The cell holds three indium atoms, two nitrogen atoms and one phosphorus atom, and each atom has four neighbours of the opposite kind. That makes twelve bonds: eight from In to N and four from In to P. Eight bonds to nitrogen can't be shared equally among three indium atoms, so the indium sites can't all have the same neighbours. Here the division is three, three and two: the indium atoms in rows 1 and 2 each have three N neighbours and one P, while the one in row 3 has two of each.

Ansatz 0.2.0, DFT with r2SCAN (scalar-relativistic, PAW, no spin polarization) for In3PN2, six-atom Imm2 cell at fixed atoms; plane-wave cutoff 500 eV, 10×10×10 k mesh, Gaussian smearing 0.1 eV. The s, p and d electrons are Loewdin populations, set to zero for a shell that the dataset lacks; Bader volumes leave out near-empty space.

| row | bader charge (e) | element | s electrons (e) | p electrons (e) | d electrons (e) | bader volume (Å³) |
| --- | --- | --- | --- | --- | --- | --- |
| 1 | 1.390 | In | 0.870 | 1.366 | 9.980 | 17.670 |
| 2 | 1.390 | In | 0.870 | 1.366 | 9.980 | 17.670 |
| 3 | 1.235 | In | 0.896 | 1.499 | 9.978 | 17.990 |
| 4 | -1.050 | P | 1.401 | 3.953 | 0.000 | 27.650 |
| 5 | -1.483 | N | 1.567 | 4.290 | 0.000 | 16.580 |
| 6 | -1.483 | N | 1.567 | 4.290 | 0.000 | 16.580 |

The Bader charge comes from cutting the electron density into atomic regions along surfaces where it passes through a minimum on the way from one atom to the next; a positive value means that electrons have been lost. The s, p and d electrons are Loewdin populations, found by projecting the occupied states onto atomic orbitals. Rows 1 and 2 are equivalent by symmetry, and so are rows 5 and 6, which leaves four different sites to compare.

**The odd indium**

By the usual counting of oxidation states, all three indium atoms are In(III), balanced by P(−III) and N(−III). The calculation nevertheless gives 1.390 e for the indium atoms with three nitrogen neighbours and 1.235 e for the one with two. On the anion side, nitrogen carries −1.483 e and phosphorus only −1.050 e. The two observations belong together: an indium atom loses less charge when more of its neighbours are of the kind that takes less.

**Why a bond to phosphorus moves less charge**

Each In–anion bond can be pictured as one electron pair in an orbital built from an indium hybrid and an anion hybrid. Let $\Delta$ be the energy by which the indium level lies above the anion level, and $V$ the strength of their coupling. If overlap is neglected, the part of the bonding orbital that sits on indium is

$$w=\frac{1}{2}\left(1-\frac{\Delta}{\sqrt{\Delta^2+4V^2}}\right).$$

With equal levels the pair is shared evenly. As the anion level sinks, the pair moves towards the anion.

The valence levels of nitrogen lie deeper than those of phosphorus, which is the orbital side of its higher electronegativity. This makes $\Delta$ larger for an In–N bond. The shorter In–N bond should also have the stronger coupling, which favours sharing and works the other way. The anion charges show the outcome: nitrogen draws more electrons from its four indium neighbours than phosphorus does from its own four.

The same picture explains why the charges stay far below the formal +3. An indium atom brings three valence electrons to four bonds, or three quarters of an electron per bond. It would lose all of this only if the pair sat wholly on the anion. If $t$ is the charge that indium gives up through one bond, then

$$t=\frac{3}{4}-2w.$$

A modest share of each pair left on indium is therefore enough to lower its charge a good deal.

**From bonds to sites**

Each anion has four indium neighbours, so a quarter of its charge is the average transfer per bond. For nitrogen this is $t_\mathrm{N}=1.483/4=0.371$ e, and for phosphorus $t_\mathrm{P}=1.050/4=0.263$ e. In the terms of the bond picture, indium keeps about 0.38 electrons of a pair shared with nitrogen and about 0.49 of a pair shared with phosphorus.

If the transfers simply add, an indium atom with $n_\mathrm{N}$ nitrogen and $n_\mathrm{P}$ phosphorus neighbours has the charge

$$q=n_\mathrm{N}t_\mathrm{N}+n_\mathrm{P}t_\mathrm{P}.$$

For row 3 this gives $2\times0.3708+2\times0.2625=1.267$ e. The computed charge is 1.235 e, so the estimate is about 3 % too high. The two transfers were taken from the anion rows, and row 3 did not enter them directly.

That close agreement is a weaker test than it looks. The cell is neutral, so the anion charges already fix the sum over the three indium atoms. Even a model that shared this sum equally would put each of them near 1.34 e. What the bond model adds is the difference between the two kinds of indium, and this is where it has to prove itself.

Replacing one N neighbour by P should lower the indium charge by $t_\mathrm{N}-t_\mathrm{P}=0.108$ e. The computed drop is 0.155 e, so the model has the right sign and about 70 % of the size. The Loewdin populations, treated in the same way, give a drop of 0.157 e against a model value of 0.126 e. This second count supports the direction and the rough size only, because the projection loses nearly as many electrons per cell as the drop itself amounts to. The printed output below sets out both comparisons.

The shortfall shows that a bond isn't a fixed parcel of charge that can be carried from one site to another. Bond lengths and angles also differ between the two kinds of indium, and they may account for the rest. With only two kinds of site, their effect can't be separated from that of the neighbours, so this remains a guess.

**Where the retained electrons sit**

Compared with row 1, the indium atom in row 3 has 0.133 more p electrons but only 0.026 more s electrons. A gain in p is what the bond picture leads to. The 5p level of indium lies high and is filled mainly through mixing with occupied anion states. Phosphorus 3p states lie closer to it than nitrogen 2p states do, and so they mix with it more.

Why the s population gains so little is less clear, since the two-level argument would let it rise as well. Part of the p gain may come from the wide phosphorus orbitals, whose tails reach into the indium region and can be counted there as indium p. That too is a guess; the populations alone can't tell such a tail from a true indium electron.

The s populations do settle how the low charges should be read. A charge near +1.4 might suggest In(I), which would keep a pair of 5s electrons. Yet each indium site has fewer than one s electron, whereas the free atom has two. The charge is low because bonding electrons are shared, and no lone pair has been left behind.

**Large but less charged**

Row 4 seems to break the link between size and charge. The Bader volume of phosphorus is 27.65 Å$^3$ and that of nitrogen 16.58 Å$^3$, although nitrogen holds more extra electrons. The reason is the shell: the 3s and 3p orbitals of phosphorus reach further out than the 2s and 2p orbitals of nitrogen. A large region shows where the density is spread, and the charge has to be read from its own column.

**How far the charges can be trusted**

The order of the sites is firmer than any single charge. For row 1 the Bader count gives 1.390 e and the Loewdin count 0.784 e from the same calculation, so an absolute charge has meaning only together with its method. The band gap also comes out just closed in this calculation. Functionals such as r2SCAN tend to make gaps too small and to share electrons too evenly, so the true bonds may be somewhat more ionic.

The crystal itself is a constructed arrangement, slightly stretched and not shown to be stable, and magnetism was not tested. The sites are compared within one cell, however, so they share the same functional, the same settings and the same overall stretch of the cell. This makes the contrast between them more useful than a comparison of charges gathered from different sources.

**The same count in neighbouring crystals**

In a pure indium nitride with four neighbours around each atom, every indium would have four N neighbours, and the contrast seen here would vanish. A pure phosphide would also have a single kind of indium, but a less positive one. Mixing the two anions creates intermediate sites, and the first thing to count at each is how many of its four bonds lead to nitrogen. For someone working with mixed nitride–phosphide material, indium is then better thought of as a family of sites than as one species with one charge.

Printed output of the fit:

```
Neighbours and charges by site:
  row  N neighbours  P neighbours  Bader charge (e)  Loewdin charge (e)
    1             3             1              1.39               0.784
    2             3             1              1.39               0.784
    3             2             2             1.235               0.627
    4             0             0             -1.05              -0.354
    5             0             0            -1.483              -0.857
    6             0             0            -1.483              -0.857
Bader transfer per In-N bond (e): 0.3708
Bader transfer per In-P bond (e): 0.2625
Bond model, Bader charge of In in rows 1 and 2 (e): 1.375
Bond model, Bader charge of In in row 3 (e): 1.267
Model less computed, rows 1 and 2 (e): -0.01525
Model less computed, row 3 (e): 0.0315
Computed Bader difference, row 1 less row 3 (e): 0.155
Bond model for that difference (e): 0.1083
Share of the Bader difference given by the model (percent): 69.84
Computed Loewdin difference, row 1 less row 3 (e): 0.157
Bond model for the Loewdin difference (e): 0.1258
Share of the Loewdin difference given by the model (percent): 80.1
Electrons per cell missed by the Loewdin projection (e): 0.127
Extra s electrons on In of row 3 against row 1 (e): 0.026
Extra p electrons on In of row 3 against row 1 (e): 0.133
Share of p in the extra s and p electrons (percent): 83.65
Bader volume of P over that of N (ratio): 1.668
```
